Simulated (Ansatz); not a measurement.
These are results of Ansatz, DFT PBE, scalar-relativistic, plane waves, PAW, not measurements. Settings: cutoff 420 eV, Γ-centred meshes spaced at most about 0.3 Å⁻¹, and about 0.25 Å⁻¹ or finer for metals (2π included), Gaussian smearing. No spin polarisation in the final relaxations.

These are static total energies at zero pressure.

Two forms of BiTe₄ were relaxed alike.

A.

```
CELL_PARAMETERS angstrom
-3.06745 3.06745 4.69416
3.06745 -3.06745 4.69416
3.06745 3.06745 -4.69416
ATOMIC_POSITIONS crystal
Bi 0.00000 0.00000 0.00000
Te 0.34267 0.34267 0.00000
Te 0.65733 0.65733 0.00000
Te 0.50000 0.00000 0.50000
Te 0.00000 0.50000 0.50000
```

B.

```
CELL_PARAMETERS angstrom
4.07727 -4.72052 0.00000
4.07727 4.72052 0.00000
0.00000 0.00000 4.53552
ATOMIC_POSITIONS crystal
Bi 0.00000 0.00000 0.00000
Te 0.72809 0.72809 0.50000
Te 0.27191 0.27191 0.50000
Te 0.66288 0.33712 0.00000
Te 0.33712 0.66288 0.00000
```

Problem. Which form is favoured at zero pressure, and by what margin per atom?

Solution. A is lower, by 28 meV/atom. A has space group I4/mmm (No. 139), 35.3 Å³/atom and no gap on its mesh; B has space group Cmmm (No. 65), 34.9 Å³/atom and no gap. A holds Te–Te pairs (shortest 2.95 Å); in B the shortest Te–Te distance is 3.08 Å, near bonding range too. Even the lower one lies +0.20 eV/atom against the reference forms of the elements (uncorrected), so neither is stable at this level. In A, around Bi lie 6 Te at 3.07–3.22 Å; Te on a site of symmetry 4mm is surrounded by 1 Te at 2.95 Å, 1 Bi at 3.22 Å and 4 Te at 3.40 Å; Te on a site of symmetry mmm is surrounded by 2 Bi at 3.07 Å and 4 Te at 3.40 Å. In B, Bi is surrounded by 6 Te at 3.17–3.18 Å; Te on a site of symmetry 2mm is surrounded by 2 Bi at 3.17 Å, 4 Te at 3.31 Å and 1 Te at 3.72 Å; around Te on a site of symmetry m2m lie 1 Te at 3.08 Å, 1 Bi at 3.18 Å and 4 Te at 3.31 Å. Both come from invented guesses.

Spin–orbit coupling, which can matter for Bi and Te, is left out. In I4/mmm, Cmmm an odd number of electrons in the primitive cell allows no gap without spin; a larger cell or a magnetic state could open one. A magnetic state wasn't ruled out in cells without spin, among them I4/mmm, Cmmm. Cells relaxed within their symmetry can be saddle points.

Form A is modestly favoured over B, but neither is a plausible route to a tellurium-rich bismuth telluride. A has the shorter Te–Te pair, 2.95 Å against 3.08 Å, while B has closer secondary Te–Te contacts, 3.31 Å against 3.40 Å. This suggests that A gains more from localised pairing than B does from spreading weaker bonding over its tellurium network, though two structures can't isolate that contribution from the differences in Bi–Te bonding.

The underlying difficulty is electron count. Trivalent bismuth supplies too few electrons to fill the shells of one ditelluride pair and two separate telluride ions, so the Te 5p states probably remain partly empty, consistent with the stretched pairs and the missing gap. Bismuth's 6s electrons lie deep and are costly to remove, so a higher oxidation state offers little remedy. Since Bi₂Te₃ is a stable compound, the energy above the elements understates the drive to decompose: separation into Bi₂Te₃ and tellurium should be more favourable still.
